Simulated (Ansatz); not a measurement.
**Ligand exchange: MgH(OH) + AlH(CH3)(SH) → MgH(SH) + AlH(CH3)(OH)**

Gas-phase species: MgH(OH), singlet; AlH(CH3)(SH), singlet; MgH(SH), singlet; AlH(CH3)(OH), singlet. The partners trade OH for SH: Mg–OH and Al–SH bonds give way to Mg–SH and Al–OH.

Shapes, held fixed at every level: PBE0-D4/def2-TZVP. Flexible molecules stand in one conformer, not always the lowest. Programs: Ansatz 0.2.0. The zero-point and thermal change to 298 K, harmonic and unscaled (PBE0-D4/def2-TZVP), is -0.6 kJ/mol.

| level | kind | ΔH(298 K) (kJ/mol) | less CCSD(T)/def2-TZVPP |
| --- | --- | --- | --- |
| HF/def2-TZVPP | Hartree–Fock | -41.1 | -6.4 |
| r2SCAN-D4/def2-TZVPP | meta-GGA | -32.5 | +2.2 |
| B3LYP-D4/def2-TZVPP | global hybrid | -33.1 | +1.6 |
| r2SCAN0-D4/def2-TZVPP | global hybrid | -33.6 | +1.1 |
| B2PLYP/def2-TZVPP | double hybrid | -34.3 | +0.4 |
| MP2/def2-TZVPP | perturbation theory | -32.0 | +2.7 |
| CCSD/def2-TZVPP | coupled cluster or CI | -35.2 | -0.5 |
| CCSD(T)/def2-TZVPP | coupled cluster or CI | -34.7 | 0.0 |

The highest level, CCSD(T)/def2-TZVPP, gives ΔH(298 K) = -34.7 kJ/mol; the levels span -41.1 to -32.0. The column of differences is taken from that level and isn't an error. No measured value is set beside it here. Outer-core shells of Mg are correlated, in sets that cover them unevenly. Sets without diffuse functions underbind ionic bonds of s-block metals.

The exchange is exothermic at every level, so hydroxide favours aluminium and hydrosulfide is left to magnesium. Both metals are hard and oxophilic, so what counts is the difference between them: replacing sulfur by oxygen gains more at Al than is lost at Mg. The likely reason is the smaller, more highly charged Al(III) centre, which attracts the compact, strongly electronegative oxygen donor especially well, perhaps helped by donation from an oxygen lone pair into the empty aluminium 3p orbital. The thermal term of -0.6 kJ/mol is minor, so the preference is essentially electronic.

Hartree–Fock makes the exchange too favourable relative to CCSD(T), probably because it overstates the polarity of the metal–oxygen bonds. The correlated and density-functional levels lie within 2.7 kJ/mol of CCSD(T), as expected when the number and broad type of bonds are conserved. The preference applies to isolated monomers; association through bridging OH or SH groups, common for such unsaturated metal centres, could alter it in condensed phases.
